One gigapascal is ten thousand bar. Acting on 20 Å³, about the volume of one atom in this crystal, it amounts to an energy of a little over 0.1 eV. WSe₂ consists of layers, each a sheet of W atoms between two sheets of Se. The edge $a$ lies within the layers; the edge $c$ runs across them and spans two layers. All changes in the table are counted from the cell relaxed at zero pressure.

WSe₂ (P6_3/mmc, 6 atoms per cell), relaxed under hydrostatic pressure with its symmetry kept. Ansatz 0.2.0, PBEsol, scalar-relativistic plane-wave PAW, no spin polarisation, cutoff 420 eV, Gamma-centred k mesh, Gaussian smearing. Changes are relative to the cell relaxed at zero pressure (a = 3.271 Å, c = 13.224 Å, 20.42 Å³ per atom).

| applied pressure (GPa) | k mesh | smearing width | volume change (%) | enthalpy change (eV/atom) | a change (%) | c change (%) | energy change (meV/atom) |
| --- | --- | --- | --- | --- | --- | --- | --- |
| 2 | 12×12×2 | 0.02 eV | -5.12 | 0.247 | -0.63 | -3.91 | 5.6 |
| 5 | 12×12×2 | 0.02 eV | -9.23 | 0.602 | -1.47 | -6.50 | 23.4 |
| 10 | 12×12×4 | 0.02 eV | -13.68 | 1.165 | -2.68 | -8.86 | 64.7 |
| 20 | 12×12×4 | 0.02 eV | -19.51 | 2.225 | -4.70 | -11.37 | 173.4 |
| 40 | 12×12×4 | 0.01 eV | -26.84 | 4.177 | -7.71 | -14.11 | 446.4 |

## Zero to 2 GPa

**1. Which edge gives way first, and why?**

The stacking edge does: $c$ shortens by 3.91 % and $a$ by 0.63 %, a ratio of about six. Shortening $a$ means squeezing the covalent W–Se network. Shortening $c$ can begin at the contacts between Se atoms of neighbouring layers, where no covalent bond resists. Although $a$ counts twice in the volume, $c$ accounts for three quarters of this first volume loss.

**2. What would change with a functional that includes dispersion?**

The first $c$ change would probably be smaller. PBEsol lacks the long-range dispersion attraction that helps to hold such layers together, and its starting $c$ of 13.2 Å is longer than the measured length, which is roughly 13 Å as a recalled figure. The missing attraction would act like a built-in pressure, so part of the approach would already have taken place before any load was applied. The table has no such calculation, so it cannot tell how much of the early softness belongs to the crystal and how much to the functional.

## 2 to 10 GPa

**3. Why does each further gigapascal take less off $c$?**

Most likely because the soft contacts between the layers are being used up. In the first step $c$ shrinks by about 2 % per GPa, but between 5 and 10 GPa by only 0.5 %, each time relative to its current length. Repulsion between the electron clouds of facing Se atoms rises steeply as they approach, so a contact stiffens as it closes. The covalent layers were stiff from the start, and the shrinkage of $a$ per GPa falls only mildly.

A stack of steel plates with foam sheets between them behaves in a similar way. The foam takes up the first load, packs down and then resists strongly. The picture covers the order of events but not their sizes, and here the plates themselves yield noticeably. How the loss in $c$ is shared between gaps and layers stays open, because the heights of the Se atoms are not given. The layers need not become thinner at all: if the W–Se bonds kept their length, a shorter $a$ would make each layer thicker.

**4. Which digits of the $c$ change at 10 GPa can be trusted?**

The first decimal can, as far as the relaxation is concerned. This cell was left with a stress along $c$ about 0.06 GPa above the target. The rate of 0.5 % per GPa holds for pressure from all sides, but as a guide it gives roughly 0.03 % in length, by which this cell is slightly too short. The second decimal of the printed −8.86 % is therefore uncertain, and full relaxation would bring the value a little closer to zero. The missing dispersion is a separate error, and probably a larger one.

**5. Why is the enthalpy change at 10 GPa so much larger than the energy change?**

Enthalpy is $H = E + PV$, where $E$ is the energy, $P$ the pressure and $V$ the volume. The second term is zero at the start and has reached 1.10 eV per atom here, while the crystal's own energy has risen by only 0.065 eV. An engineer knows $PV$ as flow work, the price of making room for a body against the surrounding pressure. A large enthalpy change is therefore no sign of an unstable crystal; stability is judged by comparing the enthalpies of two structures at the same pressure.

## 10 to 20 GPa

**6. Can the energy rise be estimated from the pressures and volumes alone?**

It can, because the stored energy is the work done in compression. For a single step, this work is roughly the mean pressure times the volume lost. Between 10 and 20 GPa the mean is 15 GPa, and the loss grows from 13.68 to 19.51 % of 20.42 Å³ per atom. With 1 eV/Å³ equal to 160.2 GPa,

$$
\Delta E \approx \frac{15 \times 20.42 \times (0.1951-0.1368)}{160.2}\ \text{eV} \approx 0.111\ \text{eV}.
$$

The table gives $173.4-64.7=108.7$ meV, so the estimate, which has no adjustable constant, is about 3 % too high. The sign of the miss follows from the stiffening. Pressure rises ever faster as the volume shrinks, so the true curve sags below the straight line that the mean assumes. In the first step the estimate is 17 % too high. The miss there is less than 1 meV, but the pressure starts from zero, so the whole step stores only 5.6 meV.

The comparison also tests a change of setting, since the k mesh becomes finer between 5 and 10 GPa. The miss in that step is about 3 %, as in the steps on either side, so the change of mesh has left no large jump in the energy. Because pressures, volumes and energies come from the same calculations, this agreement shows that they are consistent with each other, not that they match nature.

## 20 to 40 GPa

**7. Is $c$ still the soft direction?**

No longer: in this last step both edges shrink by about 0.16 % per GPa. The totals hide this, because the 14.11 % lost from $c$ by 40 GPa still contains the large early losses. To see how stiff a crystal is now, one has to compare neighbouring rows, as the printed output after this text does for every step. It also gives the mean bulk modulus, the pressure needed per relative loss of volume, which rises more than fivefold from the first step to the last.

**8. What does the compression do to the electrons?**

It closes the band gap. The same calculations give an indirect gap of 1.04 eV at zero pressure and 0.24 eV at 20 GPa; at 40 GPa the bands overlap by 0.22 eV. As long as the gap is open, the highest filled state lies at the centre of the Brillouin zone and the lowest empty one away from it. Both are expected to reach out of their layer through Se $p$ orbitals. When layers approach, such states mix and split, which pushes the top of the filled bands up and the bottom of the empty bands down. Compression does not narrow every gap, however: the smallest direct gap, between states at the same point of the zone, first grows from 1.60 eV to 1.63 eV at 2 GPa.

Up to 20 GPa the indirect gap follows the volume rather than the pressure. Its fall per gigapascal drops to about a quarter of its first value, while the fall per percent of volume lost, taken relative to the current volume, stays between 36 and 39 meV. This steadiness does not prove the cause, because the share of $c$ in the volume loss falls from 76 to 40 % over the same steps. In the last step the fall per percent rises to 48 meV, and the data do not show why.

The pressure at which the gap closes deserves less trust than the trend. PBEsol usually makes gaps too small, spin–orbit coupling is left out, and the k mesh may miss a band crossing at 5, 10 and 20 GPa. At 40 GPa the smearing is narrow for a metal, so the few states near the Fermi energy may be poorly sampled. The relaxation also keeps the crystal's symmetry, which prevents the layers from sliding into another stacking. The row at 40 GPa therefore describes a metal in the original stacking, which need not be the stable form at that pressure.

Printed output of the fit:

```
Shape of the cell:
  row  c change over a change    c/a  layer repeat c/2 (Å)
    2                   6.206  3.909                 6.353
    5                   4.422  3.836                 6.182
   10                   3.306  3.786                 6.026
   20                   2.419   3.76                  5.86
   40                    1.83  3.762                 5.679
Each pressure step:
  row  a shrinkage (% per GPa)  c shrinkage (% per GPa)  share of c in volume loss (%)  mean bulk modulus (GPa)
    2                    0.316                    1.994                          75.89                    38.05
    5                    0.283                   0.9108                           61.7                    67.74
   10                   0.2471                   0.5113                          50.86                    99.47
   20                   0.2097                   0.2793                          39.94                      143
   40                   0.1605                    0.157                          32.89                    209.5
Enthalpy and work:
  row  PV (eV/atom)  PV share of enthalpy change (%)  energy step (meV/atom)  work estimate (meV/atom)  estimate too high by (%)
    2        0.2419                            97.93                     5.6                     6.526                     16.54
    5        0.5785                             96.1                    17.8                     18.34                     3.014
   10           1.1                            94.45                    41.3                     42.54                      3.01
   20         2.052                            92.23                   108.7                     111.5                     2.551
   40          3.73                            89.31                     273                     280.3                     2.676
Indirect gap:
  row  gap (eV)  fall in step (meV per GPa)  fall in step (meV per % log volume)
    2      0.84                       101.5                                38.62
    5     0.681                          53                                 35.9
   10     0.501                          36                                35.81
   20      0.24                        26.1                                37.32
   40    -0.219                       22.95                                48.07
c/a at zero pressure: 4.043
c shrinkage per GPa, first step over last step: 12.7
a shrinkage per GPa, first step over last step: 1.969
mean bulk modulus, last step over first step: 5.504
largest miss of E + PV against the enthalpy column (eV/atom): 0.0004869
excess stress along c in the 10 GPa row (GPa): 0.0619
rough doubt in c change of the 10 GPa row (%): 0.03165
```
